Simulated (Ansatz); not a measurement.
Computed with Ansatz, DFT PBE, scalar-relativistic, plane waves, PAW. Settings: cutoff 420 eV, Γ-centred meshes spaced at most about 0.3 Å⁻¹ (2π included), Gaussian smearing. No spin polarisation in the final relaxations.

Temperature and zero-point effects are left out.

Two forms of CdPtC4N4 were relaxed alike.

1.

Space group P1 (No. 1). a = 5.185 Å, b = 7.480 Å, c = 7.486 Å, α = 90.02°, β = 91.96°, γ = 94.32°
```json
{"atom": "Cd", "site": "1a", "symmetry": "1", "x": "0.0001", "y": "0.5003", "z": "0.5006"}
{"atom": "Pt", "site": "1a", "symmetry": "1", "x": "0.0000", "y": "0.9998", "z": "0.9995"}
{"atom": "C", "site": "1a", "symmetry": "1", "x": "0.9732", "y": "0.1849", "z": "0.1855"}
{"atom": "C", "site": "1a", "symmetry": "1", "x": "0.9658", "y": "0.8115", "z": "0.8125"}
{"atom": "C", "site": "1a", "symmetry": "1", "x": "0.0292", "y": "0.8151", "z": "0.1869"}
{"atom": "C", "site": "1a", "symmetry": "1", "x": "0.0319", "y": "0.1881", "z": "0.8141"}
{"atom": "N", "site": "1a", "symmetry": "1", "x": "0.9302", "y": "0.2906", "z": "0.2931"}
{"atom": "N", "site": "1a", "symmetry": "1", "x": "0.9190", "y": "0.7010", "z": "0.7036"}
{"atom": "N", "site": "1a", "symmetry": "1", "x": "0.0733", "y": "0.7098", "z": "0.2967"}
{"atom": "N", "site": "1a", "symmetry": "1", "x": "0.0773", "y": "0.2989", "z": "0.7076"}
```

2.

Space group P4/mmm (No. 123). a = 7.597 Å, b = 7.597 Å, c = 5.227 Å, α = 90.00°, β = 90.00°, γ = 90.00°
```tsv
atom	site	symmetry	x	y	z
Cd	1c	4/mmm	0.5000	0.5000	0.0000
Pt	1a	4/mmm	0.0000	0.0000	0.0000
C	4j	m.2m	0.1842	0.8158	0.0000
N	4j	m.2m	0.2928	0.7072	0.0000
```

**Question.** Which is lower in energy, and by how much?

**Answer.** Cell 1 is lower, by 3 meV/atom. Cell 1 has space group P1 (No. 1), 28.9 Å³/atom and a gap of 3.66 eV on its mesh; cell 2 has space group P4/mmm (No. 123), 30.2 Å³/atom and a gap of 3.26 eV. Even the lower one lies +0.26 eV/atom against the reference forms of the elements (uncorrected), so neither is stable at this level. In cell 1, around Cd lie 4 N at 2.21 Å; Pt is surrounded by 4 C at 1.98 Å; C on its first site is surrounded by 1 N at 1.17 Å and 1 Pt at 1.98 Å; around N on its first site lie 1 C at 1.17 Å and 1 Cd at 2.21 Å; 6 more sites not described. In cell 2, Cd is surrounded by 4 N at 2.23 Å; Pt has 4 C at 1.98 Å; C has 1 N at 1.17 Å and 1 Pt at 1.98 Å; N has 1 C at 1.17 Å and 1 Cd at 2.23 Å. Both come from invented guesses.

Weakly bound directions are ill-defined at this level, which has no dispersion term (P1, P4/mmm), and this can change margins and order among such cells. These runs have no spin–orbit coupling, which can matter for Pt. Kohn–Sham gaps at this level usually fall short of measured ones. Cells relaxed within their symmetry can be saddle points. The P1 cell of CdPtC4N4 came from shaking the P4/mmm one.

The two cells share almost the same bonds and differ mainly in the shape of the layers. Strong-field cyanide keeps d⁸ Pt(II) square planar, whereas d¹⁰ Cd(II) gains no ligand-field energy from the flat CdN₄ unit that P4/mmm imposes. In the P1 cell, trans N atoms move to the same side of the layer, taking Cd a little way towards a tetrahedron. This ruffling shortens the in-plane axes while the C–N and Pt–C lengths stay the same. The gain of 3 meV/atom suggests a soft distortion, not a firm preference. The wider gap probably reflects altered Cd–N mixing in the conduction states, though no orbital analysis tests this.

The positive energy against the elements does not rule out synthesis: cyanides often lie above graphite and N₂, whose bonds are very strong, yet persist because decomposition would require breaking robust C–N bonds. A three-dimensional network joining square-planar Pt to fully tetrahedral Cd would be a natural competitor, and neither cell tests it.
